## Appendix: How the undersaturation of a Knudsen cell responds to a change of cell, sample or temperature

**Question.** MgO is held at 1900 K in an effusion cell, and the Mg pressure is inferred from the effusion rate. Evaporation is hindered, $\alpha<1$. In which direction, and how far, does the inferred pressure move when the orifice, $\alpha$, the cell depth, the sample area, the species, the temperature or the solid is changed, one at a time?

### Flux balance

The cell is an isothermal cylinder of cross-section $A$ with inert, diffusely reflecting walls. The sample covers the floor. The lid has an orifice of area $a$ and transmission probability (Clausing factor) $W$, and the empty cylinder transmits with probability $W_c$. A Maxwellian gas at pressure $p$ sends a one-way flux $p/\sqrt{2\pi m k_BT}$ through a plane, and $J$ is this flux at $p_{eq}$. Let $u_0,d_0$ be the upward and downward fluxes at the sample and $u_1,d_1$ those at the lid. Each is treated as uniform over $A$ with a cosine distribution, and collisions in the gas are neglected. With $f=Wa/A$ and equal evaporation and condensation coefficients,

$$u_0=\alpha J+(1-\alpha)d_0,\qquad d_1=(1-f)u_1,$$
$$u_1=W_cu_0+(1-W_c)d_1,\qquad d_0=W_cd_1+(1-W_c)u_0 .$$

The two wall equations give $u_0-d_0=u_1-d_1=fu_1$. Inserting $d_1$ in the equation for $u_1$ gives $u_0=u_1[1+f(1/W_c-1)]$, so $d_0=u_1[1+f(1/W_c-2)]$. The sample equation reads $\alpha(J-d_0)=u_0-d_0=fu_1$. The effusion rate is $Wa\,u_1$, which defines $p_{meas}=u_1\sqrt{2\pi mk_BT}$. Hence

$$p_{eq}=p_{meas}(1+fB),\qquad B=\frac1\alpha+\frac1{W_c}-2,$$

the equation of Whitman (1952) and Motzfeldt (1955). Written as $p_{meas}=p_{eq}-(B/A)\,p_{meas}Wa$, it makes $p_{meas}$ against $p_{meas}Wa$ a straight line, with intercept $p_{eq}$ and slope $-B/A$, for a series of lids on one cell and sample. Since $\alpha\le1$ and $W_c\le1$, $B\ge0$ and the saturation $s=p_{meas}/p_{eq}=1/(1+fB)$ never exceeds one. Its logarithmic responses are

$$\frac{\partial\ln s}{\partial\ln f}=-(1-s),\qquad \frac{\partial\ln s}{\partial\ln\alpha}=\frac{fs}{\alpha},\qquad \frac{\partial\ln s}{\partial\ln W_c}=\frac{fs}{W_c}.$$

### Reference case

All inputs are assumed, and chosen to be typical. The cell has radius $r=5$ mm and depth $L=2r$, so $A=78.5$ mm$^2$. The orifice diameter is 1 mm, so $a/A=0.01$. Approximate Clausing factors of round tubes are 0.91, 0.51 and 0.36 for length-to-radius ratios 0.2, 2 and 4, so $W=0.91$ for a thin lid and $W_c=0.51$. For MgO, $\alpha=0.2$. For congruent vaporisation in an inert cell $p_{eq}(\mathrm{Mg})=0.07$ Pa, the total pressure is 0.12 Pa, and the enthalpy of MgO(s) $\to$ Mg(g) $+\tfrac12$O$_2$ is 7.6 eV. The collision diameter is $\delta=0.35$ nm and the Mg mass 24.3 u.

Then $k_BT=0.1637$ eV and $J=8.6\times10^{2}$ nm$^{-2}$ s$^{-1}$. The mean free path $k_BT/(\sqrt2\pi\delta^2p)$ is 0.40 m, far larger than the cell. With $f=0.0091$ and $B=4.96$ the model gives $s=0.957$, $p_{meas}=0.067$ Pa and a slope of $-0.063$ mm$^{-2}$. The three responses are $-0.043$, $+0.044$ and $+0.017$. The apparent chemical potential of Mg is shifted by $\Delta\mu=k_BT\ln s=-7.2$ meV.

### Prediction by reasoning

At $W_c\approx\tfrac12$ the term $1/W_c-2$ nearly vanishes and $fB\approx f/\alpha$, the ratio of the leak $Wa$ to the supply $\alpha A$. While it is small, the deficit $1-s$, here 0.043, is nearly proportional to that ratio.

(a) *Orifice diameter doubled at fixed shape.* The leak grows fourfold, so the deficit should approach 0.17. It stays below, because a depleted vapour leaks less.

(b) *Thin orifice replaced by a channel of equal diameter, $W=0.51$.* The leak falls by the factor 0.56 and the deficit to about 0.024. The effusion rate falls, yet $p_{meas}$ rises.

(c) *$\alpha$ halved.* The supply halves, and the deficit should be a little under 0.086.

(d) *$\alpha\to1$.* Only the resistance of the cell remains, $B=1/W_c-1\approx1$, and the deficit is close to $f$. A rough or powdered sample lets a molecule strike the solid several times before it leaves, which raises the effective $\alpha$ referred to $A$. This row bounds the gain.

(e) *Depth doubled, $W_c=0.36$.* $B$ grows by 0.82 and $fB$ by 0.007. The pressure falls, but only slightly.

(f) *Sample covering a quarter of an inert floor.* Averaged over the floor, the sample equation holds with $\alpha\to\alpha/4$. The ratio of leak to supply is that of (a), so the two results should almost coincide.

(g) *Another species.* The mass cancels from $s$, and in free-molecule flow with diffuse walls $W$ and $W_c$ depend on geometry alone. O$_2$ with the same $\alpha$ has the same $s$ as Mg, so this change needs no row below.

(h) *Temperature raised to 2000 K.* $s$ depends on $T$ only through $\alpha$. For $\alpha\propto e^{-E_\alpha/k_BT}$ with an assumed $E_\alpha=1$ eV, $\alpha$ rises to 0.271 and the deficit shrinks by about a quarter.

(i) *Al over AlN*, with an assumed $\alpha=0.002$, an order typical of that nitride. The leak exceeds the supply, proportionality fails, and $s$ tends towards $\alpha/f=0.22$. In that limit the effusion rate is the free-evaporation rate $\alpha AJ$ and no longer depends on the orifice.

### Calculation

| Case | $f$ | $\alpha$ | $fB$ | $s$ | $\Delta\mu$ (meV) |
|---|---|---|---|---|---|
| reference | 0.0091 | 0.2 | 0.045 | 0.957 | $-7.2$ |
| (a) wide orifice | 0.0364 | 0.2 | 0.181 | 0.847 | $-27$ |
| (b) channel | 0.0051 | 0.2 | 0.025 | 0.975 | $-4.1$ |
| (c) $\alpha$ halved | 0.0091 | 0.1 | 0.091 | 0.917 | $-14$ |
| (d) $\alpha=1$ | 0.0091 | 1 | 0.009 | 0.991 | $-1.4$ |
| (e) deep cell | 0.0091 | 0.2 | 0.053 | 0.950 | $-8.4$ |
| (f) quarter cover | 0.0091 | 0.05 (effective) | 0.182 | 0.846 | $-27$ |
| (h) 2000 K | 0.0091 | 0.271 | 0.033 | 0.968 | $-5.6$ |
| (i) AlN | 0.0091 | 0.002 | 4.55 | 0.180 | $-2.8\times10^{2}$ |

All signs are as reasoned. The deficits in (a), (b) and (c) are 0.153, 0.025 and 0.083, against the proportional estimates 0.17, 0.024 and 0.086.

Case (h) also biases a second-law slope. With $\beta=1/k_BT$, $d(1/\alpha)/d\beta=E_\alpha/\alpha$, so

$$-\frac{d\ln p_{meas}}{d\beta}=-\frac{d\ln p_{eq}}{d\beta}+\frac{fs}{\alpha}E_\alpha .$$

If O$_2$ is the only oxygen carrier, congruent effusion fixes $p_{\mathrm{O_2}}/p_{\mathrm{Mg}}$. The equilibrium constant $K=p_{\mathrm{Mg}}p_{\mathrm{O_2}}^{1/2}$ then gives $p_{eq}\propto K^{2/3}$, and the first term is two thirds of 7.6 eV, or 5.1 eV. The second term is $+0.044$ eV, which is 0.9 % of the first. Between 1900 and 2000 K $p_{eq}$ itself rises by a factor 4.7, beside which the change in $s$ is minor.

### Neglected terms

*Non-uniform flux.* The orifice is a sink on the axis and is not spread over the lid. For $L=2r$ the direct view factor to the floor is $r^2/(r^2+L^2)=0.200$ from the axis, against $3-2\sqrt2=0.172$ for the lid on average. The balance $\alpha A(J-\bar d_0)=Wa\,u_1$, with $\bar d_0$ the mean over the floor and $u_1$ the flux at the orifice, holds regardless, so the $1/\alpha$ term survives and only the geometric term changes. The view factors indicate, without bounding it, a change of one or two tenths in $B$. That is small beside 4.96, but it leaves the deficit in (d) and the shift in (e) good to about one figure.

*Dissociative evaporation.* Mg condenses as MgO only together with oxygen, so a net rate linear in $J-d_0$ is an assumption. An alternative that also gives $\alpha J$ in vacuum and zero at equilibrium is $\alpha J(1-Q/K)$, where $Q$ is the reaction quotient of the arriving vapour. When Mg and O$_2$ are depleted together, $Q/K=(d_0/J)^{3/2}$. Atomic O, which is not negligible at these low pressures, would give the exponent 2 if it were the only carrier. With exponent $3/2$,

$$fs=\alpha\left[1-(gs)^{3/2}\right],\qquad g=1+f\,(1/W_c-2).$$

The roots are $s=0.971$ for the reference and $0.890$ for (a). Near equilibrium $1-x^{3/2}\approx\tfrac32(1-x)$, so the law acts like a linear one with coefficient $\tfrac32\alpha$. The reference deficit drops from 0.043 to 0.029, a change as large as several effects in the table. A straight line through the two points of $s$ against $fs$ has slope $-3.4$ and intercept 1.001. The extrapolated $p_{eq}$ is hardly affected, but the coefficient read from the slope is 0.29 and not the free-evaporation value 0.2. Row (i) carries the same reservation, since AlN also dissociates.

*Reactive walls.* A tungsten or molybdenum cell takes up oxygen and raises the Mg pressure. This alters the equilibrium that is probed, and orifice extrapolation does not remove it.

### Range of the result

The numbers are the model's, from inputs chosen as typical. Values of $\alpha$ for MgO typically lie between about 0.1 and 0.3, for which the linear law puts the reference deficit between 0.083 and 0.029. The product $fB$ is proportional to $Wa$ and, for $L=2r$, nearly inverse in $\alpha$ and in the covered area. It is weakly sensitive to depth and independent of mass.